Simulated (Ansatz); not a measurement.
Moving the dispersion correction in SiF

The cell as given:

Symmetry: R-3m, No. 166, trigonal system. Conventional cell: a = 2.677 Å, b = 2.677 Å, c = 11.695 Å, α = 90.00°, β = 90.00°, γ = 120.00°. Si (site symmetry -3m) is surrounded by 6 F at 2.49 Å and 6 Si at 2.68 Å. F (site symmetry -3m) has 6 Si at 2.49 Å and 6 F at 2.68 Å as nearest neighbours.

The cell comes from a database or a generator and needn't be the stable form of this composition.

Kept alike: task relaxation of cell and atoms; functional r2SCAN; k mesh 12 × 12 × 12; occupations fermi-dirac, width 0.05 eV; no spin polarisation. Program: Ansatz, Ansatz PAW, cutoff 500 eV. The mesh is that of the run's cell of 2 atoms. No spin-orbit coupling.

| dispersion correction | volume (Å³/atom) |
| --- | --- |
| D3(BJ) | 11.498 |
| D3(BJ)-ATM | 11.537 |
| D4 | 11.543 |
| none | 11.673 |
| rVV10 | 11.561 |

The relaxations keep at least the cell's symmetry (R-3m). For a metal such a mesh leaves the last digits unconverged. Relaxations stop with a little pressure left, so the last digits of a volume or edge aren't settled. Ansatz's relaxations hold a Pulay term in the stress (up to 0.1 GPa here). All rows use potentials made for PBE.

Q: What does the dispersion correction change here?

A: The volume runs from 11.498 (D3(BJ)) to 11.673 Å³/atom (none). Against no correction: D3(BJ) -1.5 %; D3(BJ)-ATM -1.2 %; D4 -1.1 %; rVV10 -1.0 %. Dispersion terms mostly attract and so lower the volume; the schemes' coefficients and damping set how far.

Every dispersion scheme contracts the cell, but only slightly, which suggests that its size is set mainly by the balance between bonding and short-range repulsion already described by r2SCAN. That functional also captures part of the intermediate-range attraction, leaving less for an added term to do. The smaller contraction with D3(BJ)-ATM than with D3(BJ) fits the three-body term, which is repulsive for compact triangles of atoms and so offsets some of the pairwise attraction. D4, rVV10 and D3(BJ)-ATM lie too close together to be ranked.

The starting geometry is chemically unusual: Si–F contacts of 2.49 Å are far longer than a normal covalent Si–F bond, and the Si–Si contacts are stretched as well. Silicon monofluoride would be expected to favour short, terminal Si–F bonds on a connected silicon framework, with fluorinated surfaces facing each other across weak contacts. Dispersion would probably matter more there, mainly for the spacing between layers or chains, so the modest response found here shouldn't be carried over to such forms.
